**Q:** I want to assign hyperfine splittings of Mn in GaP. My first move would be to give the largest one, after Mn itself, to the four nearest P nuclei. Does the calculation support that?

**A:** No. For the positively charged defect calculated here, it points to the Ga nuclei one shell further out. Other charge states would need their own calculation. The constant $A$ in the table measures the coupling $A\,\mathbf I\cdot\mathbf S$ between a nuclear spin $\mathbf I$ and the electron spin $\mathbf S$ of the defect. The nearest P, labelled P28, has only -3.3 MHz. Ga2, which sits behind it, has 37.8 MHz.

Mn on a Ga site in GaP, charge +1, 54-atom supercell with relaxed ions. Ansatz 0.2.0, spin-polarised PBE, plane waves, default PAW datasets, scalar-relativistic, cutoff 420 eV, 2×2×2 k-point mesh, Fermi–Dirac smearing 0.01 eV. The hyperfine constant A, defined by H = A I·S with S = 3/2, comes from the contact spin density alone, core response included.

```
atom  like atoms  distance from the defect (Å)  site moment (muB)  mass number  isotropic hyperfine constant (MHz)
 Mn1           1                          0.00               2.88           55                               -72.8
 P28           4                          2.30              -0.05           31                                -3.3
 Ga2          12                          3.86               0.01           69                                37.8
 P33          12                          4.52               0.00           31                                 2.1
Ga17           4                          5.46               0.00           69                                 1.7
Ga15           2                          5.46               0.00           69                                 1.7
 P29           6                          5.94              -0.01           31                                15.8
Ga25           2                          6.67               0.00           69                                 9.0
 Ga5           4                          6.67               0.00           69                                 2.9
 Ga9           2                          6.67               0.00           69                                 9.0
 P54           1                          7.08              -0.01           31                                 0.8
```

**Q:** But P28 has the larger site moment of the two. How can more spin give a smaller splitting?

**A:** The site moment counts all the spin near an atom, whereas the isotropic constant sees only the spin density exactly at the nucleus. An s orbital has density there and a p orbital has a node. The spin on P28 is therefore probably mostly of p type, as expected if P 3p orbitals bond with the Mn 3d shell. Such spin shows up in the direction-dependent part of the coupling, which the table leaves out. Ga2 has little spin in total, but its share reaches the nucleus.

The opposite signs also have a plausible origin, though the calculation does not isolate it. A P–Ga bond holds two electrons of opposite spin. If the one antiparallel to the Mn moment leans towards P, the parallel one leans towards Ga.

**Q:** How much spin does 37.8 MHz on Ga2 stand for?

**A:** Compare it with a free atom. One unpaired 4s electron on $^{69}$Ga would give roughly 12000 MHz, a rounded value that I recall. The defect has three unpaired electrons, so $S=3/2$, and $A$ is expressed per unit of this larger spin. If $f$ is the s-type spin on the atom, in units of one electron's spin, equating the two couplings gives

$$A\cdot\tfrac{3}{2}=A_\text{free}\cdot\tfrac{f}{2},\qquad f=\frac{3A}{A_\text{free}}=\frac{3\times 37.8}{12000}\approx 0.009 .$$

That is about 1% of an electron on each Ga2, or about 11% on the twelve together if they are taken as equal. Symmetry does not guarantee that: the relaxed cell has only four symmetry operations, so the single value in the table may hide a spread. The same holds for the rows P33 and P29. The same conversion for P28, with about 13000 MHz for a P 3s electron, accounts for only some 2% of its site moment.

Two conditions apply to this estimate. The total moment of 3 muB fits $S=3/2$, but the calculated state has partly filled levels at the Fermi energy. An isolated Mn may fill them differently, which would change how the spin is shared among the atoms. The table gives mass number 69 for Ga, but the run's settings name $^{71}$Ga; if the constants belong to that isotope, the Ga shares shrink by a factor of about 1.3.

**Q:** From Ga2 outwards, does the coupling at least fade with distance?

**A:** It doesn't do that either. P33, at 4.52 Å, has 2.1 MHz, while P29, at 5.94 Å, has 15.8 MHz. Both are P atoms three bonds away from Mn, so neither the element nor the number of bonds separates them. One thing that does differ is the shape of the path.

You can trace it on the ideal lattice, in steps of a quarter of the cubic lattice constant $a$. Go from Mn to P by $(1,1,1)$ and on to Ga by $(1,1,-1)$. If the third step repeats the first, you follow a flat zigzag and arrive at $(3,3,1)$. If it turns aside by $(1,-1,-1)$, you arrive at $(3,1,-1)$. With $a=5.45$ Å the two distances are

$$\frac{\sqrt{19}}{4}\,a=5.94\ \text{Å},\qquad \frac{\sqrt{11}}{4}\,a=4.52\ \text{Å}.$$

The first site is P29 and the second is P33. The ions were relaxed, but among the distances from Mn in the table only that to the nearest P changed noticeably, so the identification is safe.

**Q:** Why should a flat zigzag carry more spin than a bent path that ends closer to Mn?

**A:** The likely reason, which the calculation does not isolate, is that the spin travels through the bonds rather than across the empty space between the atoms. In the flat zigzag the first and third bonds are parallel and lie in one plane with the bond between them. Chemists call this arrangement trans, and it lets the orbitals of the two outer bonds mix well. In the bent path, called gauche, the third bond is twisted out of the plane and the mixing is weaker.

Couplings through three single bonds in molecules often follow the same pattern, and the order of P29 and P33 agrees with it. Ga2 is no test of this, because both paths run through it before they part. The shortest paths to the Ga atoms at 5.46 Å bend twice, and these atoms have just 1.7 MHz.

**Q:** Your cell is small. Could P29 be large simply because it also feels the Mn of the next cell?

**A:** It certainly feels it, because P29 lies equally far from two Mn atoms of the repeated lattice. P33 belongs to one Mn only, so the comparison is not quite fair. We can estimate how unfair it is. At most, two equal wavefunction tails add in phase, which doubles the amplitude and raises the density fourfold.

The ratio of the two constants is $15.8/2.1\approx 7.5$. Dividing by four leaves about 1.9, still in favour of the more distant atom. That margin is not safe, however. Contact spin densities as small as that of P33 are uncertain by about their own size, and doubling its constant would use up the margin. The repeated cells may therefore supply the whole reversal, and only a larger cell could decide. Being near to several Mn atoms is not enough by itself, though: P54 is equally near to four and has only 0.8 MHz.

So I would not carry the 15.8 MHz over to an isolated Mn. Besides the repeated cells, the density functional used here tends to spread defect spin too far.

**Q:** At 6.67 Å I find Ga atoms with 9.0 MHz and others with 2.9 MHz. Has the defect distorted the crystal?

**A:** No distortion is needed. Zincblende has no centre of inversion, so the bonds leading from Mn to a site in one direction can run differently from those leading to the site directly opposite. The eight Ga atoms at this distance form two sets of four even in the ideal lattice. Ga5 stands for one set, and Ga9 and Ga25 together make up the other.

This is the cleanest evidence that direction matters. Both sets contain the same element at the same distance, and each atom is equally near to three Mn atoms. Even so, their constants differ by a factor of about three, although the smaller one is nearly as uncertain as that of P33. The three-bond rule does not tell us which set should be the larger. Every shortest path to these atoms is four bonds long and has one flat stretch and one twist; the two sets differ in which of them comes first.

**Q:** Would a simple exponential decay do as a working approximation?

**A:** Not a useful one. I fitted an exponential in distance to the nine rows with positive $A$, which include Ga2, P33 and P29. Mn was left out because it is the source of the spin, and P28 because its sign is opposite. The curve typically misses by a factor of three, and the uncertainty of its slope is as large as the slope itself. The output below gives the fit and the site distances.

The bond-path picture agrees with the order of P29 and P33, though the repeated cells may be the cause of that order, and it doesn't predict the size of any constant. That takes the full calculation.

**Q:** And Mn itself? It carries nearly all the spin, yet its constant is negative.

**A:** Its spin sits in the 3d shell, which has no density at the nucleus. The 3d electrons act indirectly: exchange shifts the inner s electrons of the two spin directions by slightly different amounts. For a 3d ion this usually leaves a small excess of opposite spin at the nucleus, hence the -72.8 MHz. Functionals of this kind underestimate the effect, so the true value is probably more negative.

**Q:** How should I go about my assignment, then?

**A:** Don't rank the nuclei by distance or by site moment. If your defect has the charge calculated here, try the twelve nearest Ga nuclei first for the largest isotropic splitting after Mn. Compare averages over the field direction, because the direction-dependent part, which may matter on the nearest P, is not in the table. For nuclei further out, a flat zigzag is only a hint, to be tested in a larger cell. Then let the nuclei identify themselves. Natural Ga has two isotopes whose couplings differ by a factor of about 1.3, whereas P has only one, so a splitting that comes in two versions with this ratio belongs to Ga.

The analysis program printed:

```
Sites of the ideal lattice:
   row  computed_distance_A  ideal_distance_A  A_MHz
   Mn1                    0                 0  -72.8
   P28                  2.3              2.36   -3.3
   Ga2                 3.86             3.854   37.8
   P33                 4.52             4.519    2.1
  Ga17                 5.46              5.45    1.7
  Ga15                 5.46              5.45    1.7
   P29                 5.94             5.939   15.8
  Ga25                 6.67             6.675      9
   Ga5                 6.67             6.675    2.9
   Ga9                 6.67             6.675      9
   P54                 7.08              7.08    0.8
Cubic lattice constant, angstrom: 5.45
Mn atoms equally near to P29: 2
Mn atoms equally near to a Ga at 6.67 angstrom: 3
Mn atoms equally near to P54: 4
s-equivalent spin on one Ga2, percent of an electron: 0.945
s-equivalent spin on all twelve Ga2, percent of an electron: 11.34
s-equivalent spin on one P28, percent of an electron: -0.07615
s-equivalent part of the P28 site moment, percent: 1.523
s-equivalent spin on one P29, percent of an electron: 0.3646
Ratio of A, P29 to P33: 7.524
Same ratio after division by four for two tails in phase: 1.881
Ratio of A, Ga2 to Ga17: 22.24
Ratio of A, Ga25 to Ga5 at the same distance: 3.103
Factor in A between 71Ga and 69Ga, rough: 1.3
fit of L on 9 rows (A > 0): constant 1.626 +/- 1.1, coefficient of r -0.1681 +/- 0.18; rms 0.486, worst Ga2 -0.601, leave-one-out rms 0.688
  rows outside the fit (model, value, miss): Mn1 1.626, 1.862, -0.236; P28 1.239, 0.5185, 0.72
Typical factor by which the smooth decay misses: 3.064
```
